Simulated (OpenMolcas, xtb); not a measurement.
**A ladder of methods for SiNH4Cl (SMILES N[SiH2]Cl)**

SiNH4Cl has 7 atoms, charge 0, and is taken as a singlet. SMILES: `N[SiH2]Cl`. The coordinates come from a GFN2-xTB relaxation. This is one conformer, not always the lowest.

```xyz
7

N    -0.8303   -0.1363   -0.6564
Si    0.5870    0.1135    0.2792
Cl    0.5497   -1.3254    1.6877
H    -1.0018    0.4259   -1.4720
H    -1.6975   -0.3847   -0.2082
H     0.6754    1.3928    0.9876
H     1.7175   -0.0858   -0.6179
```

Each level gives the dipole moment (D). The values are calculated.

| level | kind | program | value (D) | CPU time |
| --- | --- | --- | --- | --- |
| GFN2-xTB | semi-empirical | xtb | 2.96 | under 2 s |
| GFN0-xTB | semi-empirical | xtb | 2.06 | under 2 s |
| GFN1-xTB | semi-empirical | xtb | 2.79 | under 2 s |
| HF/STO-3G | Hartree–Fock | OpenMolcas | 3.29 | 3.1 s |
| HF/3-21G | Hartree–Fock | OpenMolcas | 3.58 | 3.5 s |
| HF/def2-SVP | Hartree–Fock | OpenMolcas | 2.33 | 6.9 s |
| BLYP/6-31+G* (spherical functions) | GGA | OpenMolcas | 2.27 | 41 s |
| TPSS/3-21G | meta-GGA | OpenMolcas | 3.19 | 25 s |
| B3LYP/6-31G* (spherical functions) | global hybrid | OpenMolcas | 2.50 | 29 s |
| B3LYP/6-31G* (Cartesian functions) | global hybrid | OpenMolcas | 2.50 | 30 s |

The values span 2.06 to 3.58 D. Sets without polarisation functions give poor dipoles. Times are those of the runs behind each value, whatever else they computed, on shared processors of several kinds: orders of magnitude only.

The dipole follows the basis set more than the treatment of exchange and correlation. The three Hartree–Fock and DFT values without polarisation functions lie at 3.19 D or above, while those with them fall between 2.27 and 2.50 D. Silicon is bound to two more electronegative atoms, and d functions let the density around Si and Cl distort into the bonding region. They also better describe delocalisation of the N and Cl lone pairs into Si-centred σ* orbitals, which opposes the σ polarisation. Without this flexibility the bonds probably come out too ionic. The nearly planar nitrogen in the geometry fits such delocalisation, though it doesn't prove it.

In the one matched basis, 3-21G, TPSS gives a smaller dipole than Hartree–Fock, in line with the latter's usual tendency to exaggerate charge separation. The identical B3LYP values show that the additional Cartesian components hardly matter here. The polarised results don't rank the functionals, because BLYP and B3LYP differ in diffuse functions as well as in exchange.
